**Q:** I have frozen one vibration of Al₃GaN₄ into the crystal and computed it at growing amplitude. Two amplitudes, 0.075 and 0.1125 Å, still lack their results. Can we fill them in from the other rows, and must the energy, the force and the gap all follow the same kind of curve?

A zone-centre mode of Al3GaN4 (8-atom cell, P-43m, a = 4.401 Å) is frozen in at fixed cell with Ansatz 0.2.0, using scalar-relativistic plane-wave PAW density functional theory with r2SCAN and no spin polarisation. The cutoff is 500 eV, the Gamma-centred k mesh 6×6×6 and the Gaussian smearing 0.05 eV. Energies are free energies relative to the undisplaced cell.

| amplitude (Å of the largest displacement) | energy change (meV a cell) | force along mode (eV/Å) | gap on mesh (eV) |
| --- | --- | --- | --- |
| -0.3 | 978.6 | 6.330 | 3.384 |
| -0.15 | 250.4 | 3.312 | 3.763 |
| 0 | 0.0 | 0.000 | 4.007 |
| 0.0375 | 15.8 | -0.841 | 3.961 |
| 0.075 | ? | ? | ? |
| 0.1125 | ? | ? | ? |
| 0.1875 | 389.5 | -4.103 | 3.679 |
| 0.225 | 557.9 | -4.872 | 3.587 |
| 0.2625 | 754.6 | -5.615 | 3.489 |

**A:** Start with the energy, and look at the two rows of negative amplitude. What do they tell you?

**Q:** They seem to lie on the same curve as the positive ones. Along this mode the crystal sits in a single well and doesn't care which of the two ways I push it.

**A:** So write the energy in even powers of the amplitude x: E = ax² + bx⁴. The first term is an ideal spring, and the second says how the spring changes when it is pulled far. Dividing the energy by x² shows that change directly: the ratio falls from about 11.2 eV/Å² at 0.0375 Å to 10.87 eV/Å² at −0.3 Å. The spring softens, but at the largest amplitude the energy is only 3 % below that of the ideal spring. The table doesn't reveal which property of the bonds causes this.

**Q:** And the force needs a fit of its own?

**A:** No, it is minus the slope of the energy, −2ax − 4bx³, so a and b already fix it. On the known rows this slope agrees with the printed force to within 0.01 eV/Å. That is a check of consistency, since both numbers come from the same runs.

**Q:** Then I would treat the gap in the same way. It also falls for either sign, so I would start it with x².

**A:** Test that on the smallest step. At −0.15 Å the gap has fallen by 0.244 eV. At a quarter of that amplitude, a square law would leave one sixteenth of the fall, about 0.015 eV. The table has 0.046 eV, three times as much.

**Q:** So the gap starts to fall almost in proportion to the amplitude, whichever way I push. How can that be, if the energy has a smooth minimum?

**A:** Think of the highest filled states. In nitrides with this zinc-blende-like arrangement, the valence top at the zone centre is usually a set of three levels of equal energy, made mostly of nitrogen p orbitals along x, y and z. Cubic symmetry keeps them equal. In this mode the Ga atom leaves its tetrahedral site, and such a motion is allowed to split the three levels in first order.

Here all the metal atoms move along one cube axis, Ga against Al. Such a motion couples the two p orbitals that point along the other two axes. Two equal levels with a coupling cx between them move to +cx and −cx, while the third stays. If you reverse the motion, the two mixtures change places, but one of them still rises by |cx|. The top of the valence band therefore goes up for either sign, and the gap shrinks as |x|.

**Q:** And the total energy doesn't notice?

**A:** Not in first order. All three levels are filled, and their shifts +cx, −cx and 0 add up to nothing. Of these three levels the gap sees only the highest, whereas the total energy counts them all. That is why one can have a kink where the other has a smooth minimum.

**Q:** Do the numbers show that it is the valence top that splits?

**A:** They show the steep first fall. The splitting is an argument from symmetry, because the table gives the gap and not the two band edges separately. The conduction edge may contribute a share.

**Q:** Then what do we write down for the missing rows?

**A:** For the gap I take a constant plus terms in |x|, x² and |x|³, fitted to the seven known rows. At 0.075 Å this gives 4.007 − 1.073 × 0.075 − 4.042 × 0.075² + 2.33 × 0.075³ = 3.905 eV. The separate coefficients can trade against each other, so I trust their sum more than any one of them. The energy curve is fitted to the same seven rows, and the force follows from it. The forecasts are:

- at 0.075 Å: energy 62.9 ± 0.2 meV, force −1.675 ± 0.005 eV/Å, gap 3.905 ± 0.005 eV;
- at 0.1125 Å: energy 141.3 ± 0.2 meV, force −2.501 ± 0.005 eV/Å, gap 3.838 ± 0.005 eV.

In words: the energy is almost that of the ideal spring, with the softening barely visible at the first point, and the gap is already clearly lowered at both. The ranges are my judgement. They allow for rounding and for the fact that only one known gap lies close to zero amplitude.

**Q:** What would count against the kink?

**A:** A smooth curve in x², x⁴ and x⁶ has just as many coefficients. It should put the gap at 0.075 Å higher than the kinked curve does. If the computed gap sides with it, my explanation is in trouble.

The withheld rows as computed:

| amplitude (Å of the largest displacement) | energy change (meV a cell) | force along mode (eV/Å) | gap on mesh (eV) |
| --- | --- | --- | --- |
| 0.075 | 63.0 | -1.676 | 3.905 |
| 0.1125 | 141.4 | -2.501 | 3.838 |

**Q:** All six values fall inside their ranges. Both gaps agree to the last printed digit!

**A:** And the smooth curve is too high in both rows, by 0.022 eV at 0.075 Å and by 0.016 eV at 0.1125 Å. It had already failed to reach the known gap at 0.0375 Å. Still, keep the success in proportion. Both hidden rows lie between known ones, so this was interpolation. Closer to zero than 0.0375 Å we have tested nothing, and there spin-orbit coupling, which the calculation leaves out, should make the first fall less steep. It isn't expected to remove the kink, because the valence top would still consist of equal levels that this motion can split.

**Q:** The energies are both about 0.1 meV above our forecast. Does that mean anything?

**A:** I wouldn't give it a physical cause. It is close to the last digit of the table, and a curve with only two terms can easily miss by that much. But such a miss does limit what we can say about the softening. At 0.075 Å the ideal spring alone would give 63.1 meV against the computed 63.0 meV, so that row can hardly tell the two apart. At 0.1125 Å the ideal spring gives 141.9 meV and the calculation 141.4 meV, and there the softening can be seen. The forces agree to about 0.001 eV/Å, as they should if they are the slope of the same energy.

**Q:** What should I take to another crystal?

**A:** Ask whether a band edge consists of several equal levels, and whether the vibration can split them in first order. If so, expect the gap to start falling in proportion to the amplitude for both signs, even in a perfectly ordinary well. If each edge is a single level with no equal partner at another k point, and the two directions are equivalent, expect a smooth start with x². The size of the gap itself needs more care, because this functional makes nitride gaps too small and a k mesh can miss a band edge.

The printed analysis below gives the fits, with A1, A2 and so on for the powers of |x|. What it can't settle is how much of the fall belongs to each band edge. For that you would need the energies of the three upper valence levels and of the conduction edge in these same displaced cells: at the smallest step, does one valence level really rise while another sinks by nearly the same amount?

Output of the analysis:

```
fit of energy_change on 7 rows: coefficient of A2 11211 +/- 1.4, coefficient of A4 -3751 +/- 19; rms 0.0411, worst 0.2625 0.0643, leave-one-out rms 0.104
  rows outside the fit (model, value, miss): 0.075 62.94, 63, -0.0595; 0.1125 141.3, 141.4, -0.118
Energy over squared amplitude at 0.0375 Å, eV/Å²: 11.24
Energy over squared amplitude at -0.3 Å, eV/Å²: 10.87
Softening below the harmonic part at -0.3 Å, percent: 3.008
Harmonic part alone at the withheld rows, meV: 63.06, 141.9
Largest force miss on known rows, eV/Å: 0.008812
Force forecast from the energy curve at the withheld rows, eV/Å: -1.675, -2.501
Computed force at the withheld rows, eV/Å: -1.676, -2.501
Force forecast less computed at the withheld rows, eV/Å: 0.0007515, -3.849e-06
fit of gap_on_mesh on 7 rows: constant 4.007 +/- 0.00025, coefficient of A1 -1.073 +/- 0.01, coefficient of A2 -4.042 +/- 0.082, coefficient of A3 2.33 +/- 0.17; rms 0.000171, worst 0.225 0.000335, leave-one-out rms 0.000392
  rows outside the fit (model, value, miss): 0.075 3.905, 3.905, -0.000318; 0.1125 3.838, 3.838, 0.000344
fit of gap_on_mesh on 7 rows: constant 3.993 +/- 0.0093, coefficient of A2 -12.28 +/- 1.2, coefficient of A4 111.9 +/- 36, coefficient of A6 -563.3 +/- 266; rms 0.00825, worst 0.0375 0.0146, leave-one-out rms 0.0279
  rows outside the fit (model, value, miss): 0.075 3.927, 3.905, 0.022; 0.1125 3.854, 3.838, 0.016
Fall of the gap at 0.0375 Å, eV: 0.046
Fall there if a square law ran in from -0.15 Å, eV: 0.01525
Fall of the gap at -0.3 Å over that at 0.0375 Å: 13.54
```
